**Naming the excited states of a silicon–nitrogen ring**

An excited-state calculation numbers its states by energy, and the number is easily mistaken for a name. Someone repeats the run with another functional, compares "state 3" with "state 3", and may compare two different excitations without noticing. The molecule here is a planar four-membered ring of silicon, nitrogen and two carbons, with a C=N double bond and with a hydrogen and a methyl group on silicon. Which lettered row below is which numbered state, and what does the electron do in each?

Singlet excited states of the neutral ring molecule C3H7NSi, calculated with PySCF 2.14.0 using linear-response time-dependent DFT in the Tamm–Dancoff approximation, with the B3LYP functional and the def2-SVPD basis, at the GFN2-xTB geometry. The leading pair weight refers to natural transition orbitals. Candidates: 1, 4, 2, 5, 3.

```
row  excitation energy (eV)  oscillator strength  leading pair weight  hole electron distance (Å)  hole electron overlap
  A                   4.365                0.001                0.999                       0.530                  0.530
  B                   6.366                0.017                0.994                       1.140                  0.340
  C                   6.201                0.010                0.576                       0.588                  0.522
  D                   6.210                0.010                0.574                       0.923                  0.505
  E                   5.791                0.026                0.995                       1.935                  0.406
```

Each excitation takes an electron out of one region, the hole, and puts it into another. The leading pair weight is the share of the excitation that a single hole orbital and a single electron orbital can describe; near 1, the state is one clean jump. The hole electron distance is the distance between the centres of the two charge clouds, and the hole electron overlap measures how far the clouds share the same space. The oscillator strength measures how strongly light drives the transition.

**Sorting the rows**

Since the labels count upwards in energy, the excitation energy settles the numbers. The order is A, E, C, D, B, so these are states 1 to 5. What the electron does in each state still has to be read from the other columns, and there the confidence varies.

Row A is the easiest. It lies 1.426 eV below the next state, absorbs almost no light, and is one clean jump between clouds that overlap well. That is the usual pattern of the lowest excitation of a C=N group, in which an electron leaves the nitrogen lone pair (n) for the empty π* orbital of the double bond.

Rows E and B are also clean jumps, but their overlaps are smaller, 0.406 and 0.340. The electron goes somewhere that the hole covers less well. A spread-out, loosely held orbital would do this, and the looser of the two should lie higher, which fits B above E.

Rows C and D are different. Their leading pair weights are 0.576 and 0.574, so neither is a single jump, and their energies differ by only 0.009 eV. Distance and overlap would mislead here: by those two columns C looks almost like A. Only the pair weight shows that C is a mixture.

The assignment of A is therefore sure in number and very probable in character. E and B are sure in number and probable in character. C and D are sure in number within this calculation, but a gap so small makes their order an accident of the settings.

The rows with their labels:

```
row  excitation energy (eV)  oscillator strength  leading pair weight  hole electron distance (Å)  hole electron overlap
  1                   4.365                0.001                0.999                       0.530                  0.530
  2                   5.791                0.026                0.995                       1.935                  0.406
  3                   6.201                0.010                0.576                       0.588                  0.522
  4                   6.210                0.010                0.574                       0.923                  0.505
  5                   6.366                0.017                0.994                       1.140                  0.340
  6                   6.955                0.001                0.966                       1.439                  0.355
```

**Why the clean states look as they do**

The lone pair of an imine nitrogen lies in the plane of the ring, whereas the π* orbital has one sign above the plane and the opposite sign below it. In-plane contributions to the transition dipole from above and below then cancel, and only a component perpendicular to the ring can survive. That component is small, because a pure in-plane p orbital and a perpendicular p orbital on the same atom give no dipole between them. The calculation agrees: the transition dipole of state 1 stands about 82° above the ring plane, and the unrounded oscillator strength is only 0.0006. Any in-plane orbital could give such a dipole, but the centre of the electron cloud also moves almost exactly along the bond from nitrogen to carbon. That is what a jump from a nitrogen lone pair into a π* orbital shared by both atoms should do.

States 2, 5 and 6 start from the same highest occupied orbital, the HOMO, but end in higher empty orbitals. The computed size of the electron cloud grows from 1.6 Å in state 1 to 2.3, 3.1 and 3.3 Å in these three. Their dipoles lie within 10° of the ring plane, as they should if the electron orbital has mostly the same sign on both sides of it.

An electron in such a wide orbital sees the rest of the molecule mainly as a distant positive charge. The wider the orbital, the weaker the attraction, and the closer the excitation energy comes to the energy needed to remove the electron altogether. This is the Rydberg pattern, and the growing cloud size from state 2 to state 5 indicates it without proving it. State 6 already lies above the removal energy of this calculation, so its size also reflects the basis.

State 2 is the least spread of the three, and the centre of its electron cloud moves nearly parallel to the line from nitrogen to silicon. Some antibonding σ* character at silicon would do this, but so would a diffuse cloud centred on the whole molecule. Only a look at the orbital could settle it.

State 2 also has the largest hole electron distance, 1.935 Å, which invites the name "charge transfer". The number records only how far the centre of the electron cloud has moved. A wide, lopsided cloud can have a distant centre and still cover the atom that the electron came from, so the distance alone does not earn the name.

**Why two states share their characters**

States 3 and 4 behave like two pendulums of almost equal length joined by a weak spring. Neither pendulum then swings alone; each mode of the pair contains both. If one pendulum is made clearly longer, the same spring hardly matters and each swings nearly by itself. The comparison covers the sharing of motion and the splitting of the two frequencies, but it says nothing about which orbitals take part.

Here the two "pendulums" are two jumps. The largest contribution to state 3 takes an electron from the orbital just below the HOMO into the lowest empty orbital, the LUMO, which is the compact π* orbital of state 1. The largest contribution to state 4 goes from the HOMO into the third empty orbital. The electron clouds of both states measure between 2.7 and 2.9 Å, well above the size found for the LUMO in state 1, so the second jump must end in a diffuse orbital.

This also explains why C resembled A. In a mixed state the hole and electron clouds are weighted averages over both jumps. The overlap can stay high because one jump is compact and because the hole of one jump may also overlap the electron cloud of the other. The two displacements are averaged as vectors, so they can partly cancel. The resulting distance describes neither jump.

Let the pure jumps differ in energy by $D$ and be coupled by $V$. Solving the two-state problem gives the gap $g$ between the mixed states and the leading weight $w$:

$$g=\sqrt{D^2+4V^2},\qquad w=\tfrac12\left(1+\frac{D}{g}\right).$$

The two mixed states must be orthogonal, so whatever share of a jump one of them gains, the other loses. Both therefore have the same $w$, with the leading jump exchanged. The computed weights agree to 0.002, and the leading jumps are indeed exchanged.

The size of the coupling follows from the gap and the mean weight of states 3 and 4, $w=0.575$. Inverting the formulas gives

$$D=g(2w-1)=0.009\times0.15\approx0.001\ \text{eV},$$

$$V=g\sqrt{w(1-w)}=0.009\times\sqrt{0.575\times0.425}\approx0.004\ \text{eV}.$$

Both states went into this estimate, so $D$ and $V$ are a description of the pair and not a prediction; the equality of the weights tests only that the two jumps are shared within this pair, not the size of $V$. The printed energies fix the gap to about a tenth of its value, which makes $V$ good to one figure.

The lesson lies in the smallness of $V$. The two jumps barely interact, and they mix strongly only because they happen to coincide. Suppose that a better method moved them 0.1 eV apart and left the coupling as it is. The weight would become

$$w=\tfrac12\left(1+\frac{0.1}{\sqrt{0.1^2+4\times0.004^2}}\right)\approx0.998,$$

and each state would be as clean as state 1. A change of functional can easily shift a diffuse excitation against a compact one by that much. The general rule is to compare the separation of the pure jumps with twice their coupling: mixing is strong when the separation is the smaller of the two and fades quickly once it is several times larger.

The model treats each partner as one fixed jump, which is slightly too simple. The largest orbital contribution to state 4 weighs less than its leading pair, so that pair is itself a blend of several orbital jumps. This does not disturb the argument about the gap, but it is a reason not to read fine detail into $D$.

**What to do about it**

Match states between calculations by character and not by number. The hole and electron orbitals, the pair weight and the direction of the transition dipole together make state 1 easy to recognise. For states 3 and 4, a swap of numbers between two methods would be no contradiction.

Report states 3 and 4 as one band. Mixing moves intensity from one member to the other, but it leaves the sum of the squared transition dipoles unchanged, and at nearly equal energies the summed oscillator strength is then conserved too. That sum is 0.020. It is a safer quantity than either separate strength, although it still carries the errors of the functional and the basis.

Trust the energies less as the electron cloud grows. B3LYP typically places diffuse states too low, because its potential falls off too fast far from the molecule. This basis has few functions to describe a wide orbital, which pushes such states up instead, and the two errors need not cancel. For states 2 to 5, repeat the calculation with a range-separated functional and additional diffuse functions before comparing with a spectrum.

Leave state 6 out of any assignment. It lies 0.422 eV above the energy at which, in this calculation, an electron from the HOMO becomes free. Beyond that threshold the spectrum of this functional would be continuous in a complete basis, and a finite basis chops it into separate levels whose positions depend on the basis chosen. The threshold itself is an artefact in part: B3LYP typically puts it well below the real ionisation energy, so the real molecule may still have bound excited states in this region. State 5 is still below the threshold, but by only 0.167 eV, so its place deserves the same check.
